**Question: Can I keep the PBE bands of this SnPb₃O₄ cell and just add the PBE0 gap correction?**

I have levels at eight named k points from both methods. PBE is the cheaper one, PBE0 the costlier one. I would like to shift all empty PBE bands up by one number and skip PBE0 from then on. Is that good enough, and for what?

The SnPb3O4 cell (litharge type, 8 atoms, space group Pmm2) was relaxed with r2SCAN+rVV10. Band levels were computed with Ansatz 0.2.0 (plane-wave PAW, 420 eV cutoff, no spin polarisation), using PBE as the cheaper level (6×4×6 k mesh) and PBE0 as the costlier (4×2×4). Each level's energies start from its own valence top; v1 is the highest filled band, c1 the lowest empty one.

```
point name  band v2, cheaper level (eV)  band v1, cheaper level (eV)  band c1, cheaper level (eV)  band c2, cheaper level (eV)  band v2, costlier level (eV)  band v1, costlier level (eV)  band c1, costlier level (eV)  band c2, costlier level (eV)
     Gamma                       -2.046                       -0.051                        2.210                        3.153                        -2.405                        -0.016                         3.697                         4.636
         X                       -1.458                       -1.369                        0.781                        0.795                        -2.060                        -1.526                         2.026                         2.042
         S                       -1.791                       -1.429                        2.010                        2.046                        -2.298                        -1.668                         3.344                         3.386
         Y                       -0.806                       -0.008                        3.077                        3.115                        -0.984                        -0.025                         4.577                         4.580
         Z                       -1.495                       -0.980                        1.678                        2.793                        -1.915                        -1.215                         3.113                         4.221
         U                       -1.460                       -0.850                        2.775                        2.795                        -1.913                        -1.060                         4.188                         4.247
         R                       -1.918                       -0.968                        2.968                        2.973                        -2.364                        -1.158                         4.411                         4.431
         T                       -1.455                       -0.879                        1.816                        1.959                        -1.876                        -1.093                         3.123                         3.280
```

**Answer**

It depends on whether your question is decided by electronvolts, tenths or hundredths. In the table v1 is the highest filled band and c1 the lowest empty one; v2 and c2 are the next ones down and up. Each method counts energy from its own valence top, which lies between Γ and Y and so is not a row. The lowest empty state is at X, so the c1 value there is the indirect gap: 0.78 eV in PBE and 2.03 eV in PBE0.

The step comes from how the two methods treat exchange. PBE gives filled and empty states the same local potential, in which an electron still partly repels itself. Exact exchange removes that self-repulsion for a filled orbital and so lowers it. An empty orbital has no self-repulsion to lose, but exact exchange attracts it less than PBE's potential does, so it should rise. PBE0 mixes in one quarter of exact exchange, and the gap is expected to open from both sides. The energies before the valence top is set to zero fit this, if both runs share the same zero: the top falls by 0.79 eV, and the lowest empty level rises by 0.45 eV. Both methods used the same atomic positions, so relaxation plays no part in the step. The k meshes differ, though, and their share in it was not tested; exact exchange tends to converge slowly with the mesh.

Your single shift is a limiting case of this picture. If all filled orbitals felt the same exchange correction, and all empty orbitals another common one, the bands would keep their shapes and only the gap would change. Real orbitals differ in how compact they are and how much they overlap with the filled ones, so each level moves by its own amount. Levels of similar character should therefore move nearly together, while unlike ones may not. There is also a common trend: exact exchange is expected to widen bands, and here the spread of c1 over the rows grows by 11 % and the greatest depth of v1 below the valence top by 17 %. A shift set at the two band edges therefore tends to fall short for levels further from them.

X shows both behaviours. Its two lowest empty levels are 0.014 eV apart in PBE and 0.016 eV apart in PBE0, so they move together. That fits a pair inherited from litharge, whose symmetry is expected to pair every level, filled or empty, on the zone face that holds X, S, U and R; c1 and c2 are close at all four. The tin substitution breaks that symmetry and splits this empty pair only slightly. The two highest filled levels at X go from 0.09 to 0.53 eV apart, so they do not move together: they may come from different pairs, or from one pair that tin has made unlike. The levels are numbered by energy, and no orbital analysis is at hand to tell which.

To test the shift, take the indirect-gap step, 1.245 eV, add it to every empty PBE level and leave the filled levels alone. This fixes only c1 at X by construction, so the direct gaps are a real test in every row. The direct gap at Z, the energy from v1 to c1 at the same k point, comes out as follows:

- PBE: 1.678 + 0.980 = 2.658 eV
- PBE plus the shift: 2.658 + 1.245 = 3.903 eV
- PBE0: 3.113 + 1.215 = 4.328 eV

The shifted value is 0.43 eV too small, because c1 at Z rises more than at X and v1 at Z also sinks further below the valence top. Z is the worst row, but the shifted direct gap is too small in all eight, by at least 0.16 eV. The output below lists the changes row by row.

**Where PBE is enough.** PBE finds the right place for the lowest empty state, if PBE0 is the judge. It puts X 0.90 eV below the next row, whereas the PBE-to-PBE0 rise of c1 varies by only 0.26 eV over the eight points. The variation is too small to lift X above any other row, and the two methods do rank c1 identically. For locating the conduction minimum among these points, PBE0 adds little.

**Where you need PBE0 or something like it.** The size of the gap is another matter, since the step is larger than the whole PBE gap. The smallest direct gap, at X, goes from 2.15 to 3.55 eV, which moves that energy from visible light into the near ultraviolet; how strongly the transition absorbs was not computed. PBE is known to give gaps that are too small, so its value should not be used to judge colour or transparency. The single shift recovers most of the change, but it still leaves errors of tenths of an electronvolt in the direct gaps.

**Where PBE0 is not the last word.** One quarter of exact exchange suits a solid whose electrons weaken electric fields about fourfold; in one that screens more strongly, PBE0 tends to overshoot. If the gap grows linearly with the exchange fraction, each percentage point is worth 1.245/25 ≈ 0.05 eV, and five points move it by about a quarter of an electronvolt. Spin–orbit coupling, left out of both runs, can shift lead 6p states by as much or more. This ordered cell is hypothetical and the table has no measured gap, so nothing here settles those tenths.

**Where neither can be trusted yet.** At Y, v1 lies 0.04 eV above its value at Γ in PBE and 0.01 eV below it in PBE0. I would read no physics into that reversal. The differences are only hundredths of an electronvolt, and the PBE0 run used a coarser k mesh whose convergence was not tested. A separate limit is that the PBE0 valence top was read at the position PBE had found. That point, unlike the eight rows, is not on the PBE0 mesh. If the true maximum lies elsewhere, the PBE0 gap is smaller than quoted. The exact position of the valence top therefore remains open.

**What it costs.** I can only give scaling, not timings. A local potential acts on an orbital by one multiplication on a grid. Plain exact exchange pairs that orbital with every filled orbital at every k point, here 40 bands × 32 points = 1280 partners. Symmetry and faster algorithms reduce the work, but they don't change why PBE0 is so much dearer. The PBE mesh has 4.5 times as many points, so using it for PBE0 would mean about 20 times as many pairs of k points.

So use PBE to map the bands and find the k points that matter, then run PBE0 on a modest mesh and read the levels at exactly those points. For direct transitions the step runs from 1.402 to 1.67 eV over the rows, so use the PBE0 value at that k point. A single shift near the middle of that range would serve the direct gaps better but overshoot the indirect one. Before you quote tenths of an electronvolt, repeat PBE0 on one denser mesh and check the effect of spin–orbit coupling.

The analysis program printed:

```
Change from PBE to PBE0 in eV:
    row     c1     c2      v1      v2  direct gap
  Gamma  1.487  1.483   0.035  -0.359       1.452
      X  1.245  1.247  -0.157  -0.602       1.402
      S  1.334   1.34  -0.239  -0.507       1.573
      Y    1.5  1.465  -0.017  -0.178       1.517
      Z  1.435  1.428  -0.235   -0.42        1.67
      U  1.413  1.452   -0.21  -0.453       1.623
      R  1.443  1.458   -0.19  -0.446       1.633
      T  1.307  1.321  -0.214  -0.421       1.521
indirect gap in PBE (eV): 0.781
indirect gap in PBE0 (eV): 2.026
step of the indirect gap (eV): 1.245
largest shortfall of the rigid shift for c1 (eV): 0.255
mean shortfall of the rigid shift for c1 over the seven rows other than X (eV): 0.172
direct gap at X in PBE (eV): 2.15
direct gap at X in PBE0 (eV): 3.552
smallest shortfall of the rigid shift for a direct gap (eV): 0.157
largest shortfall of the rigid shift for a direct gap (eV): 0.425
c1 at X below the next row in PBE (eV): 0.897
c1 at X below the next row in PBE0 (eV): 1.087
v1 at Y less v1 at Gamma in PBE (eV): 0.043
v1 at Y less v1 at Gamma in PBE0 (eV): -0.009
v1 above v2 at X in PBE (eV): 0.089
v1 above v2 at X in PBE0 (eV): 0.534
c2 above c1 at X in PBE (eV): 0.014
c2 above c1 at X in PBE0 (eV): 0.016
growth of the c1 spread over the rows (percent): 11.11
growth of the greatest v1 depth below the valence top (percent): 16.72
gap change per percentage point of exact exchange if linear (eV): 0.0498
k points of the PBE mesh over those of the PBE0 mesh without symmetry: 4.5
factor in k point pairs if PBE0 used the PBE mesh: 20.25
filled orbitals summed over in one plain exchange application to one orbital: 1280
```
